The natural way to find out how many d electrons vanadium keeps in VN₂ is to read the number off the calculated orbital population. The calculation assigns 3.66 electrons to the 3d shell of each vanadium atom, so the metal seems to hold nearly four. That answer is wrong in the sense that matters for a metal, namely how far its d bands are filled. The number to remember is about one d-band electron per vanadium.

A second natural guess goes wrong in the other direction. Nitrogen in a nitride is usually written as N³⁻, and two such ions would take six electrons from vanadium, which has only five to give. The d bands would then be empty, and even the nitrogen bands would be one electron short per formula unit. The density of states can judge both guesses, because it shows how many places the bands offer and how many of them are filled.

Density of states of VN₂ (I4/mcm, a = 4.307 Å, c = 4.968 Å) per primitive cell of 6 atoms, calculated with Ansatz 0.2.0 (PBE, plane-wave PAW, scalar-relativistic, no spin polarisation, cutoff 420 eV, 18×18×18 k mesh). Tetrahedron values are averaged over 0.2 eV bins and energies count from the Fermi level; V 3d and N 2p are Löwdin projections summed over sites.

| energy (eV) | density of states total (states/eV/cell) | DOS V 3d (states/eV/cell) | DOS N 2p (states/eV/cell) |
| --- | --- | --- | --- |
| -7.95 | 2.170 | 0.28 | 1.670 |
| -7.55 | 2.040 | 0.3 | 1.540 |
| -7.15 | 0.960 | 0.12 | 0.780 |
| -6.75 | 2.420 | 0.36 | 1.810 |
| -6.35 | 2.160 | 0.39 | 1.570 |
| -5.95 | 2.270 | 0.45 | 1.630 |
| -5.55 | 2.590 | 0.54 | 1.870 |
| -5.15 | 4.090 | 0.9 | 2.910 |
| -4.75 | 2.860 | 0.76 | 1.990 |
| -4.35 | 2.130 | 0.74 | 1.270 |
| -3.95 | 2.540 | 0.98 | 1.420 |
| -3.55 | 2.150 | 0.88 | 1.180 |
| -3.15 | 4.500 | 2.22 | 2.160 |
| -2.75 | 3.940 | 1.73 | 2.100 |
| -2.35 | 2.900 | 1.31 | 1.530 |
| -1.95 | 0.820 | 0.43 | 0.370 |
| -1.55 | 0.970 | 0.53 | 0.420 |
| -1.15 | 1.000 | 0.63 | 0.340 |
| -0.75 | 1.010 | 0.71 | 0.270 |
| -0.35 | 1.150 | 0.86 | 0.260 |
| 0.05 | 2.730 | 2.29 | 0.250 |
| 0.45 | 5.250 | 4.31 | 0.560 |
| 0.85 | 6.520 | 5.21 | 0.920 |
| 1.25 | 4.500 | 3.45 | 0.770 |
| 1.65 | 3.910 | 2.88 | 0.820 |
| 2.05 | 5.190 | 3.57 | 1.150 |
| 2.45 | 3.330 | 2.05 | 1.080 |
| 2.85 | 5.690 | 3.28 | 2.100 |
| 3.25 | 2.160 | 1.2 | 0.860 |
| 3.65 | 2.370 | 1.12 | 1.150 |
| 4.05 | 1.140 | 0.51 | 0.590 |
| 4.45 | 0.520 | 0.23 | 0.280 |
| 4.85 | 0.250 | 0.11 | 0.140 |
| 5.25 | 0.000 | 0 | 0.000 |
| 5.65 | 0.000 | 0 | 0.000 |

Energies are counted from the Fermi level, below which the states are filled. Going up from the bottom of the table, one first meets bands that are mostly N 2p with a good deal of V 3d mixed in. They end in a dip at −1.95 eV. A low plateau follows, then a steep rise through the Fermi level into a large block of mainly V 3d states. Above it comes an upper gap: the rows at 5.25 and 5.65 eV hold no states.

The crystal structure suggests a third way of counting. The nitrogen atoms stand in pairs only 1.38 Å apart, close to a single bond and much too close for separate ions. Each pair should therefore be treated as a molecule with its own orbitals. The 2s and 2p orbitals of two nitrogen atoms combine into eight molecular orbitals, and the highest of these, the σ* orbital, is so strongly antibonding that it should stay empty.

The remaining seven orbitals hold 14 electrons. Two nitrogen atoms bring ten, so the pair takes four from vanadium and becomes N₂⁴⁻, with the same electron count as the singly bonded molecule F₂. Vanadium keeps one of its five. The same subtraction serves for other transition-metal compounds in which all seven of these orbitals are full on each pair: add up the valence electrons, take away 14 for each pair, and the remainder goes into the metal's d bands.

The cell of the calculation holds two formula units, so this picture predicts two electrons between the dip and the Fermi level. The estimate is short. The five rows from −1.95 to −0.35 eV lie close to 1 state per eV and together stand for 2 eV, which makes 2 electrons. The narrow strip from there up to the Fermi level adds about 0.3.

The count of 2.3 is some 16 % above the prediction, and it shifts by about 0.2 if the lower bound is moved by 0.1 eV. That sensitivity is to be expected, because the density of states stays well above zero in every listed row around the dip, so no visible gap marks the bound. The alternatives are much further off. Had the orbital population been the filling of the d bands, 7.3 electrons would have to fit into this region, and with separate N³⁻ ions there would be none.

The empty states give a second test. Two vanadium atoms have ten d orbitals, or 20 places for electrons, so two d electrons should leave 18 places empty. The rows between the Fermi level and the upper gap add up to about 17. Each row averages over 0.2 eV while the rows stand 0.4 eV apart, so this sum is only an estimate; either half of the rows taken alone gives 15.7 or 18.5.

Even that spread is narrow enough to rule out separate nitride ions, although it could not tell 18 places from 16. Such ions would leave 22 places empty, because all the N 2p bands would then lie below the upper gap, two electrons short of full. The orbital population cannot be tested in this way. A d-band filling of 7.3 electrons would leave fewer than 13 d places empty, but nitrogen would then lack electrons too, and the sum counts its empty places as well. The case against that reading rests on the first count. The molecular picture has no adjustable constant, and only the positions of the dip and of the upper gap were taken from the table, so both counts are tests of it. PBE does not place empty levels exactly, but the count needs only the order of the bands.

Why, then, does the population show almost four d electrons? When a nitrogen orbital and a vanadium d orbital overlap, they form a lower, bonding combination and an upper, antibonding one. Suppose the lower one is three quarters nitrogen and one quarter vanadium. Its two electrons then put half an electron into the V 3d population, although no d band has been filled. What the lower band borrows from vanadium, the upper band must pay back with nitrogen character.

The calculated shares follow this pattern. Only about a fifth of the V 3d population lies between the dip and the Fermi level. The rest, 5.8 electrons per cell, sits below the dip, in bands that the count assigns to the N₂ pairs. Adding the filled and the empty V 3d weight up to the upper gap gives 19 of the 20 places, so the d orbitals are nearly all accounted for; they are spread over both groups of bands.

The N 2p weight offers a check on the empty σ* orbital. Of the 24 places in the N 2p shells of the cell, about four are not found anywhere below the upper gap. Two N₂ pairs have two σ* orbitals, which offer exactly four places. The close match should not be pressed, since the sums carry errors of some tenths, σ* also contains some 2s, and bands above the gap that stem from V 4s can hold N 2p weight too. Still, it supports the idea that the orbital which would break the N–N bond has been pushed above the d bands.

The picture is weakest when the bands are to be named by their character. At −3.15 eV, below the dip, V 3d supplies 49 % of the states, and at −1.95 eV it supplies 52 %. The character thus hardly changes across the dip and reaches 75 % only at −0.35 eV. The dip marks roughly where a certain number of bands has been filled, and not a change from nitrogen to vanadium character. Calling the lower group nitrogen bands is an argument from orbital counting and bond length, because the table does not divide N 2p into σ and π parts.

The formal charge needs the same care. V⁴⁺ with one d electron states how many bands are filled, and the charge on the atom is another matter. When the calculated electron density is divided into atomic regions, vanadium carries a charge of only +1.67. For a question about conduction or band filling, the formal count is the useful number; for the charge around an atom, it is the density that counts. The orbital population answers neither question directly, since it adds up d character wherever that character occurs.

Two things remain open. The plateau may be low and broad because vanadium atoms bond to each other along the c axis, where they stand half a cell length apart, 4.968/2 = 2.48 Å; this is a guess, which a separation of the five d orbitals could test. The other is magnetism. By the Stoner rule, ferromagnetism sets in by itself when the density of states at the Fermi level, per atom and spin, times an exchange energy exceeds one. The calculation gives about 0.66 states per eV for each vanadium atom and spin, so the exchange energy would have to be about 1.5 eV, more than is usual in 3d metals. A small ferromagnetic moment is therefore not expected to grow by itself, but this estimate does not exclude antiferromagnetic order or a large moment. Spin polarisation was switched off here, so the two electrons were shared equally between the spins from the start.

The printed output below compares the three ways of counting with sums over the rows.

The analysis program printed:

```
Electrons left for V d bands with N2 units, per cell: 2
Electrons left for V d bands with separate N(3-) ions, per cell: -2
V 3d population, electrons per cell: 7.317
Counted electrons between dip and Fermi level, per cell: 2.315
Change of that count if its lower bound moves by 0.1 eV, electrons: 0.186
Empty places expected with N2 units, per cell: 18
Empty places expected with separate N(3-) ions, per cell: 22
Empty places expected if the population were the d count, per cell: 12.68
Counted empty places up to the upper gap, per cell: 17.09
The same from one half of the rows: 18.48
The same from the other half of the rows: 15.7
V 3d weight between dip and Fermi level, electrons per cell: 1.54
Part of the V 3d population that lies there, percent: 21.05
V 3d population below the dip, electrons per cell: 5.777
Of this seen in the listed rows, electrons per cell: 4.784
Filled plus empty V 3d weight up to the upper gap (full shells 20): 19.12
N 2p weight missing up to the upper gap, of 24 places per cell: 4.016
V 3d share of the states at -3.15 eV, percent: 49.33
V 3d share of the states at -1.95 eV, percent: 52.44
V 3d share of the states at -0.35 eV, percent: 74.78
```
